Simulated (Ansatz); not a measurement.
# Ligand exchange: GeH2(CH3)Br + C2HF5 → GeH3(CH3) + C2BrF5

Species: GeH2(CH3)Br, singlet; C2HF5 `FC(F)C(F)(F)F`, singlet; GeH3(CH3) (methyl germane), singlet; C2BrF5 (bromopentafluoroethane) `FC(F)(F)C(F)(F)Br`, singlet. The partners trade Br for H: Ge–Br and C–H bonds give way to Ge–H and C–Br.

Shapes, held fixed at every level: PBE0-D4/def2-TZVP. Programs: Ansatz 0.2.0. The zero-point and thermal change to 298 K, harmonic and unscaled (PBE0-D4/def2-TZVP), is -12.0 kJ/mol.

(1) Estimate ΔH(298 K) of this reaction.

## Answers

(1) The highest level, CCSD(T)/def2-TZVPP, gives ΔH(298 K) = +147.4 kJ/mol; the levels span +140.1 to +161.0. The column of differences is taken from that level and isn't an error. No measured value is set beside it here. Relativity is left out for Br, Ge unless named. Correlated rows may include outer-core shells of Br, Ge, which these sets cover unevenly. Times are processor times on shared x86 and Arm servers, and rough.

```json
{"level": "r2SCAN-D4/def2-TZVPP", "kind": "meta-GGA", "ΔH(298 K) (kJ/mol)": "+140.1", "less CCSD(T)/def2-TZVPP": "-7.3", "CPU time (sum over the molecules)": "57 s"}
{"level": "BHLYP-D4/def2-TZVPP", "kind": "global hybrid", "ΔH(298 K) (kJ/mol)": "+161.0", "less CCSD(T)/def2-TZVPP": "+13.6", "CPU time (sum over the molecules)": "38 s"}
{"level": "wB97X-V/def2-TZVPP", "kind": "range-separated hybrid", "ΔH(298 K) (kJ/mol)": "+146.0", "less CCSD(T)/def2-TZVPP": "-1.4", "CPU time (sum over the molecules)": "91 s"}
{"level": "B2PLYP/def2-TZVPP", "kind": "double hybrid", "ΔH(298 K) (kJ/mol)": "+151.6", "less CCSD(T)/def2-TZVPP": "+4.2", "CPU time (sum over the molecules)": "68 s"}
{"level": "MP2/def2-TZVPP", "kind": "perturbation theory", "ΔH(298 K) (kJ/mol)": "+150.9", "less CCSD(T)/def2-TZVPP": "+3.5", "CPU time (sum over the molecules)": "–"}
{"level": "CCSD(T)/def2-SVP", "kind": "coupled cluster or CI", "ΔH(298 K) (kJ/mol)": "+143.7", "less CCSD(T)/def2-TZVPP": "-3.7", "CPU time (sum over the molecules)": "70 s"}
{"level": "CCSD/def2-TZVPP", "kind": "coupled cluster or CI", "ΔH(298 K) (kJ/mol)": "+153.2", "less CCSD(T)/def2-TZVPP": "+5.8", "CPU time (sum over the molecules)": "–"}
{"level": "CCSD(T)/def2-TZVPP", "kind": "coupled cluster or CI", "ΔH(298 K) (kJ/mol)": "+147.4", "less CCSD(T)/def2-TZVPP": "0.0", "CPU time (sum over the molecules)": "23 min"}
```

The exchange is strongly endothermic at every level, and the spread between methods is far too small to put the sign in doubt. Bromine favours germanium over carbon: the Ge–Br bond gains much from the electropositive metalloid, whereas the C–Br bond is weak and less polar, the more so on a carbon already depleted of electron density by fluorine. Hydrogen has the opposite preference, since its compact 1s orbital overlaps better with carbon than with the more diffuse valence orbitals of germanium. Both partners therefore end up with the less favourable ligand. The reverse direction matches the familiar use of germanium hydrides to reduce alkyl bromides.

Perturbative triples lower the CCSD value by 5.8 kJ/mol, which suggests that correlation is somewhat more important in the products. The change from the smaller to the larger basis in CCSD(T) is similar in size to several of the differences between methods, so the close agreement of wB97X-V doesn't establish it as the most accurate functional here. With equal numbers of molecules on both sides, entropy is unlikely to overturn the preference for the reactants.
